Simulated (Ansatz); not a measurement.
## A series in volume scale on Mg

All results are calculated (Ansatz 0.2.0). Plane-wave DFT, scalar-relativistic PAW made under PBE with cores redone for the functional, no dispersion; the given relaxed cell is scaled uniformly, energy at zero smearing counts from the unscaled cell, pressure at the given Fermi-Dirac smearing is positive in compression.

The cell before it is scaled or strained (space group P6_3/mmc, No. 194):
```
Mg
1.0
      3.2193     0.0000     0.0000
     -1.6097     2.7880     0.0000
      0.0000     0.0000    10.4845
Mg
4
Direct
  1.00000 1.00000 0.00000
  1.00000 1.00000 0.50000
  0.33333 0.66667 0.25000
  0.66667 0.33333 0.75000
```

Settings of every row: spin polarised no; functional BLYP; wave cutoff 420 eV; smearing width 0.1 eV; k mesh 13x13x4.

Atom starting moment: 0 on all atoms.

Limits: the cell comes from a prototype or a list of computed structures and needn't be the stable phase.

```csv
row,volume scale,V (Å³/atom),energy change per atom (meV),pressure (GPa)
1,0.88,20.703,42.83,5.33
2,0.92,21.644,?,?
3,0.96,22.585,4.53,1.5
4,1.04,24.467,2.75,-0.99
5,1.08,25.408,11.36,-1.89
6,1.12,26.349,24.64,-2.6
```

Question: what energy change per atom and pressure should row 2 give?

Worked fit of energy change per atom. Take u = (V_r/V)^(2/3) − 1 with V_r = 24.467 Å³ an atom, which is twice the finite (Eulerian) strain; such expansions in the strain, on which the Birch-Murnaghan equation of state is built, carry the rest volume and the bulk modulus. The shown rows have u = 0.1178, 0.05481, 0, -0.02485, -0.0482. Least squares give energy change per atom = 2.639 − 226.695 × u + 4817.2 × u² meV; a straight line predicts inner rows, each left out in turn, worse (root mean square 16 against 0.26 meV). The rows lie off it by 0.05, -0.16, 0.11, 0.11, -0.12 (root mean square 0.12 meV). The withheld row has u = 0.08516, so the fit gives 2.639 − 226.695 × (0.08516) + 4817.2 × (0.08516)² = 18.27 meV.

The calculation gave 18.09 meV. The fit lies 0.18 meV (0.45 % of the column's range) above it; its largest miss of a shown row is 0.16 meV.

Worked fit of pressure. Take u = (V_r/V)^(2/3) − 1 with V_r = 24.467 Å³ an atom, which is twice the finite (Eulerian) strain; such expansions in the strain, on which the Birch-Murnaghan equation of state is built, carry the rest volume and the bulk modulus. The shown rows have u = 0.1178, 0.05481, 0, -0.02485, -0.0482. Least squares give pressure = −1.001 + 39.027 × u + 124.7 × u² GPa; a straight line predicts inner rows, each left out in turn, worse (root mean square 0.42 against 0.021 GPa). The rows lie off it by 0.00, -0.01, 0.01, 0.00, -0.01. The pressure vanishes at u = 0.0238, or V = 23.62 Å³ an atom, and there the bulk modulus at fixed shape and fractions is B = −V dP/dV = (2/3)(1 + u) dP/du = 30.7 GPa. Letting shape and atoms relax would as a rule lower it, by much in layered, chain or molecular crystals. The withheld row has u = 0.08516, so the fit gives −1.001 + 39.027 × (0.08516) + 124.7 × (0.08516)² = 3.23 GPa.

The calculation gave 3.21 GPa. The fit lies 0.02 GPa (0.25 % of the column's range) above it; its largest miss of a shown row is 0.01 GPa.
